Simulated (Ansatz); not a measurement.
**Equilibrium of BH(SH)2 + SiH2(CH2)Cl ⇌ B(SH)2 + SiH2(CH3)Cl at process temperatures**

Gas-phase species: BH(SH)2, singlet; SiH2(CH2)Cl, doublet; B(SH)2, doublet; SiH2(CH3)Cl ((chlorosilyl)methane), singlet. A radical takes H: the energy is the difference in strength between the B–H bond broken and the C–H bond made.

The electronic reaction energy at CCSD(T)/CBS estimate is +4.0 kJ/mol. Shapes: PBE0-D4/def2-TZVP. Flexible molecules stand in one conformer, not always the lowest. Programs: Ansatz 0.2.0. Enthalpy and entropy come from rigid-rotor, harmonic-oscillator sums on unscaled PBE0-D4/def2-TZVP wavenumbers, ideal gases at 1 bar. Symmetry numbers: BH(SH)2 1, SiH2(CH2)Cl 1, B(SH)2 2, SiH2(CH3)Cl 1. R = 8.3145 J/(mol K).

```
T (K)  ΔH (kJ/mol)  ΔS (J/(mol K))
  600         +8.5           -17.0
  800            ?               ?
 1000         +7.1           -18.9
```

Question: Work out ln K at 600 and 1000 K, and from these estimate it at 800 K.

Answer: 
1. 600 K: ΔG = +8.5 − 600 × (-17.0)/1000 = +18.7 kJ/mol; ln K = −ΔG/RT = -3.75.
2. 1000 K: ΔG = +7.1 − 1000 × (-18.9)/1000 = +26.0 kJ/mol; ln K = −ΔG/RT = -3.13.
3. Slope against 1000/T: (-3.13 − (-3.75))/(1.0000 − 1.6667) = -0.93, that is −ΔH/R with ΔH near +8 kJ/mol.
4. 800 K: ln K = -3.75 + (-0.93) × (1.2500 − 1.6667) = -3.36.

The full sums give ΔH = +7.7 kJ/mol, ΔS = -18.2 J/(mol K), ΔG = +22.3 kJ/mol and ln K = -3.35 at 800 K, so the line is off by -0.01 in ln K; without rounding the miss is -0.01, from the change of ΔH with temperature. The reactants are favoured over this whole range. An error of 10 kJ/mol in the energy moves ln K by 1.5 at 800 K. Soft modes are treated as harmonic, which can err either way at these temperatures; the lowest are those of BH(SH)2 (237 cm⁻¹), SiH2(CH2)Cl (64 cm⁻¹), B(SH)2 (206 cm⁻¹), SiH2(CH3)Cl (164 cm⁻¹). Other conformers aren't counted. Other reactions of these species are left aside. Open shells run unrestricted. The CBS estimate extrapolates MP2 from def2-TZVPP and def2-QZVPP and adds CCSD(T) − MP2 in the triple-zeta set, cores frozen.

The equilibrium lies towards BH(SH)2 and the carbon radical, although the B–H and C–H bonds are nearly equal in strength. The boron radical is σ-type, its odd electron in a hybrid with s character, so sulfur lone pairs donate mainly into the empty boron p orbital and do little to stabilise the radical centre. The reaction enthalpy exceeds the electronic energy probably because the new C–H bond has stiffer stretching and bending modes than the B–H bond it replaces, and so more zero-point energy.

Entropy also opposes H transfer. Likely contributors are the loss of the carbon radical's very soft mode and the higher symmetry number of B(SH)2. Heating raises K because the reaction is endothermic, even as ΔG grows more positive; with ΔS negative, it offers no route to a product-favoured equilibrium within this model. The preference for reactants is therefore better supported than the order of the two bond strengths, which rests on a small electronic difference. Nothing here shows how fast H transfer occurs.
